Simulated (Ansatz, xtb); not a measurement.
# Relative energy of two isomers of C4H5OPS

Structure X: `COC1=PC=CS1`, a singlet. Structure Y: `COC1=CP=CS1`, a singlet. Both are isolated molecules in the gas phase, relaxed with r2SCAN-D4/def2-SVP; each stands in its lowest conformer found.

X (Å):

```yaml
atoms:
  - { symbol: C, position_ang: [1.3095, 1.6162, 0.8572] }
  - { symbol: C, position_ang: [0.2540, 0.5737, -0.9497] }
  - { symbol: C, position_ang: [0.2875, -1.6350, -2.2007] }
  - { symbol: C, position_ang: [-0.6594, -0.8854, -2.8382] }
  - { symbol: O, position_ang: [0.3562, 1.6722, -0.1926] }
  - { symbol: P, position_ang: [1.1446, -0.9238, -0.8127] }
  - { symbol: S, position_ang: [-0.9296, 0.7027, -2.2182] }
  - { symbol: H, position_ang: [1.2651, 2.5835, 1.3718] }
  - { symbol: H, position_ang: [2.3222, 1.4463, 0.4510] }
  - { symbol: H, position_ang: [1.0645, 0.7992, 1.5586] }
  - { symbol: H, position_ang: [0.5128, -2.6516, -2.5383] }
  - { symbol: H, position_ang: [-1.2601, -1.1909, -3.6986] }
```

Y (Å):

```xyz
12

C    -0.5585   -0.8702    1.0477
C    -0.1649    0.8207   -0.5294
C    -0.3602    0.0532   -1.6554
C     0.1940    2.3826   -2.5193
O    -0.2355    0.4804    0.7675
P    -0.1783    0.8655   -3.2231
S     0.2364    2.4942   -0.8057
H    -0.5713   -0.9644    2.1403
H    -1.5511   -1.1317    0.6414
H     0.1987   -1.5535    0.6254
H    -0.6151   -1.0071   -1.5867
H     0.4110    3.3024   -3.0687
```

Energies in hartree; the thermal terms are from GFN2-xTB frequencies at re-optimised GFN2-xTB minima (ideal gas, soft modes damped towards free rotors, one conformer each, 298.15 K, 1 atm) and include the zero-point energy:

```
                              X           Y
E, CCSD(T)/def2-SVP  −968.107918  −968.109607
    E, MP2/def2-SVP  −968.018570  −968.020157
  E, MP2/def2-TZVPP  −968.782340  −968.784703
  zero-point energy     0.080802     0.080876
       H(298 K) − E     0.089051     0.089122
       G(298 K) − E     0.048762     0.048735
```

Task: Correct the CCSD(T) difference for the basis set by the MP2 change, then work out ΔE, ΔE₀, ΔH and ΔG for X → Y in kcal/mol (1 Eh = 627.51 kcal/mol) and the equilibrium ratio [Y]/[X].

Result: 1. Differences Y − X: CCSD(T) −0.001689, MP2 in the small set −0.001587, MP2 in the large set −0.002363 Eh.
2. ΔE = −0.001689 + (−0.002363 − (−0.001587)) = −0.002465 Eh = −1.55 kcal/mol.
3. ΔE₀ = ΔE + ΔZPE = −0.002465 + (+0.000074) Eh = −1.50 kcal/mol.
4. ΔH = ΔE + (+0.000071) Eh = −1.50 kcal/mol.
5. ΔG = ΔE + (−0.000027) Eh = −1.56 kcal/mol, so ΔS = (ΔH − ΔG)/T = +0.9 J/(mol K).
6. kT = 0.9442 mEh, so K = [Y]/[X] = exp(−ΔG/kT) = exp(+2.64) ≈ 14.

Structure Y is favoured at this temperature. An error of 1 kcal/mol in ΔG would change K by a factor of 5.4. GFN2-xTB, HF/STO-3G gave ΔE the other sign. Mirror images and further conformers aren't counted.

As drawn, both hold the same kinds of bond in the same numbers.

Other levels gave ΔE = +0.5 (GFN2-xTB); +1.3 (HF/STO-3G, GFN2-xTB geometries); −0.6 (r2SCAN-D4/def2-SVP//GFN2-xTB); −0.4 (r2SCAN-D4/def2-SVP); −2.3 (HF/def2-SVP); −1.0 (MP2/def2-SVP); −1.1 (CCSD(T)/def2-SVP) kcal/mol. The correlated steps freeze 15 core orbitals. Programs: Ansatz 0.2.0, xtb 6.7.1.

The two isomers are the 2-methoxy (X) and 5-methoxy (Y) forms of the same 1,3-thiaphosphole, so the energy difference measures where the methoxy group sits best on a shared conjugated ring. The modest preference for Y probably reflects π donation from oxygen. In Y the donor sits on the C=C bond, and the displaced charge falls on the two carbons flanking phosphorus; in X it sits on the C=P bond and pushes part of that charge onto the less electronegative phosphorus. Y is already favoured at HF/def2-SVP, by more than with MP2 or CCSD(T) in the same basis, so correlation reduces the preference rather than creating it. The thermal terms nearly cancel, as expected for positional isomers with the same ring and substituent, leaving the equilibrium governed by electronic energy. The sign of the preference is thus better supported than the exact ratio. Interconversion would require moving the methoxy group or rearranging the ring, so the ratio does not predict the composition of a synthetic product.
